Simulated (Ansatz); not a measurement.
**Abstraction of H: CH2Br2 + BH(OH) → CHBr2 + BH2(OH)**

Species: CH2Br2 (dibromomethane) `BrCBr`, singlet; BH(OH), doublet; CHBr2 `Br[CH]Br`, doublet; BH2(OH), singlet. A radical takes H: the energy is the difference in strength between the C–H bond broken and the B–H bond made.

Shapes, held fixed at every level: PBE0-D4/def2-TZVP. Flexible molecules stand in one conformer, not always the lowest. Programs: Ansatz 0.2.0. The zero-point and thermal change to 298 K, harmonic and unscaled (PBE0-D4/def2-TZVP), is -5.4 kJ/mol.

Q: Estimate ΔH(298 K) of this reaction.

A: The highest level, CCSD(T)/def2-TZVPP, gives ΔH(298 K) = -28.8 kJ/mol; the levels span -35.1 to -20.4. The column of differences is taken from that level and isn't an error. No measured value is set beside it here. Open shells run unrestricted. Relativity is left out for Br. Outer-core shells of Br are correlated in most correlated rows, in sets that cover them unevenly. Times are processor times on shared x86 and Arm servers, and rough.

```tsv
level	kind	ΔH(298 K) (kJ/mol)	less CCSD(T)/def2-TZVPP	CPU time (sum over the molecules)
MP2/def2-SVP	perturbation theory	-20.4	+8.4	–
PBE-D4/def2-TZVPP	GGA	-30.2	-1.4	17 s
r2SCAN-D4/def2-TZVPP	meta-GGA	-31.1	-2.3	40 s
B3LYP-D4/def2-TZVPP	global hybrid	-34.4	-5.6	27 s
BHLYP-D4/def2-TZVPP	global hybrid	-35.1	-6.3	24 s
wB97X-V/def2-TZVPP	range-separated hybrid	-33.2	-4.4	61 s
CCSD(T)/def2-TZVPP	coupled cluster or CI	-28.8	0.0	3.4 min
```

Hydrogen transfer from dibromomethane to the boryl radical is exothermic at every level, so the B–H bond made is stronger than the C–H bond broken, by a modest margin. The likely reason lies in the two radicals. In CHBr2 the bromine lone pairs delocalise into the half-filled carbon p orbital, which weakens the parent C–H bond. In BH(OH) the unpaired electron sits in an in-plane σ-type orbital, while oxygen donates into the empty π orbital of boron. That donation persists in BH2(OH) and so gives the radical little special stabilisation. The thermal term of -5.4 kJ/mol also favours products, as expected when a stiff C–H oscillator is exchanged for a softer B–H one, but most of the exothermicity is electronic.

The density functionals all lie on the more exothermic side of coupled cluster, the global hybrids furthest, whereas MP2 lies on the other side, where its small basis and its perturbative treatment can't be separated. The exothermicity doesn't establish hydrogen transfer as the preferred pathway, since bromine abstraction could compete.
